**Problem.** Two nuclei of charge $Z$ at fixed large distance $R$ bind two electrons in the singlet ground state (hartree, bohr). Starting from $Z=1$, $R=12$, predict and compute the effect of (a) $Z\to3$, (b) $R\to24$, (c) singlet $\to$ triplet, (d) removing one electron, and (e) of (a) and (b) on the step in $W_\lambda$.

**Reference result.** With 1s orbitals $a,b$ of exponent $Z$ and negligible overlap, $n=a^2+b^2$, $(aa|aa)=5Z/8$, $(aa|bb)=1/R$, and the Hartree energy is $U=5Z/8+1/R$. The hole is the conditional density minus $n(\mathbf r')$. One doubly occupied Kohn–Sham orbital gives $n_x=-n(\mathbf r')/2$ on both atoms. The partner electron sits on the far atom, so $n_{xc}=-n$ near and $0$ far, and $n_c=-n/2$ near, $+n/2$ far. With $V_{ee}=1/R$ and $T_c\to0$,
$$E_x=-\frac U2=-\frac{5Z}{16}-\frac1{2R},\quad E_{xc}=-\frac{5Z}8,\quad E_c=-\frac{5Z}{16}+\frac1{2R}.$$
$W_\lambda=V_{ee}^\lambda-U$ at fixed $n$ drops from $E_x$ at $\lambda=0$ to $-5Z/8$.

**Reasoning.**

(a) The holes contract as $1/Z$: on-atom terms triple, $1/R$ terms stay.

(b) The far half of $n_x$ recedes: $E_x$ rises, $E_c$ falls equally, $E_{xc}$ stays.

(c) The occupied $\sigma_g,\sigma_u$ span $a,b$, so exchange alone localises the hole: $E_x$ falls to $-5Z/8$, and $E_c$ and the step vanish.

(d) No partner remains: $n_{xc}=n_x=-n$ stays delocalised, and $E_c=0$.

**Calculation.** In (d), $n=(a^2+b^2)/2$ gives $E_x=-U=-5Z/32-1/(4R)$.

| case | $E_x$ | $E_c$ | $E_{xc}$ |
|---|---|---|---|
| reference | −0.354 | −0.271 | −0.625 |
| (a) | −0.979 | −0.896 | −1.875 |
| (b) | −0.333 | −0.292 | −0.625 |
| (c) | −0.625 | 0 | −0.625 |
| (d) | −0.177 | 0 | −0.177 |

Thus (a) shifts $E_x$ and $E_c$ each by −0.625, and (b) by +0.021 and −0.021. In (a) each ion, of polarisability $\alpha=9/(2Z^4)$, is polarised by its neighbour's charge $Z-1$; this changes $U$ by order $2\alpha(Z-1)/R^4\approx1\times10^{-5}$.

**(e) Reasoning.** The step is rounded where tunnelling competes with $\lambda\tilde U$, with $\tilde U=5Z/8-1/R$ the ionic–covalent repulsion difference. Tunnelling decays as $e^{-ZR}$, so both changes sharpen the step enormously.

**Calculation.** A two-site model with $\lambda$-independent hopping $t$ couples the symmetric covalent and ionic singlets (diagonal $\lambda/R$ and $5Z\lambda/8$) by $-2t$. The ionic weight gives
$$W_\lambda=-\frac{5Z}8+\frac{\tilde U}2\left[1-\frac{\lambda}{\sqrt{\lambda^2+\lambda_*^2}}\right],\quad\lambda_*=\frac{4t}{\tilde U},$$
so 71% of the drop is done at $\lambda_*$. For $\lambda_*\ll1$ the area above the plateau is $A=\tilde U\lambda_*/2$. Since $T_c=\int_0^1W_\lambda\,d\lambda-W_1$, $A$ is the overlap part of $T_c$, which fixes $t$. Here $T_s=\int|\nabla n|^2/(8n)\,d^3r$, so with $x=ZR$ and $\eta=(r_a-r_b)/R$,
$$A=\frac12\int\frac{|a\nabla b-b\nabla a|^2}{a^2+b^2}d^3r=\frac{Z^2x^2e^{-x}}4\int_{-1}^1\frac{1-\eta^2}{\cosh x\eta}d\eta\simeq\frac\pi4Z^2xe^{-x}\left(1-\frac{\pi^2}{4x^2}\right).$$
Dispersion, second order in $\lambda$, tilts the plateau by $-2\lambda C_6/R^6$. It adds $-C_6/R^6$ to $E_c$, also for the triplet, and $+C_6/R^6$ to $T_c$. Take $C_6\approx6.5/Z^6$ (approximate hydrogen value, scaled).

| case | $A$ | $\lambda_*=2A/\tilde U$ | $C_6/R^6$ |
|---|---|---|---|
| reference | $5.7\times10^{-5}$ | $2.1\times10^{-4}$ | $2.2\times10^{-6}$ |
| (a) | $6\times10^{-14}$ | $7\times10^{-14}$ | $3.0\times10^{-9}$ |
| (b) | $7.1\times10^{-10}$ | $2.4\times10^{-9}$ | $3.4\times10^{-8}$ |

The widths are the model's, reliable to a factor of order one, because the density-fixing potential, and with it $t$, changes with $\lambda$. In (a) the neighbour's charge also slows the orbital decay; integrating the reduced decay constant to the midpoint raises $A$ by $\exp[2(1-1/Z)(\ln2-\tfrac12)]\approx1.3$. In (a) and (b) dispersion outweighs $A$: the step narrows exponentially, while $T_c$ vanishes only as $R^{-6}$.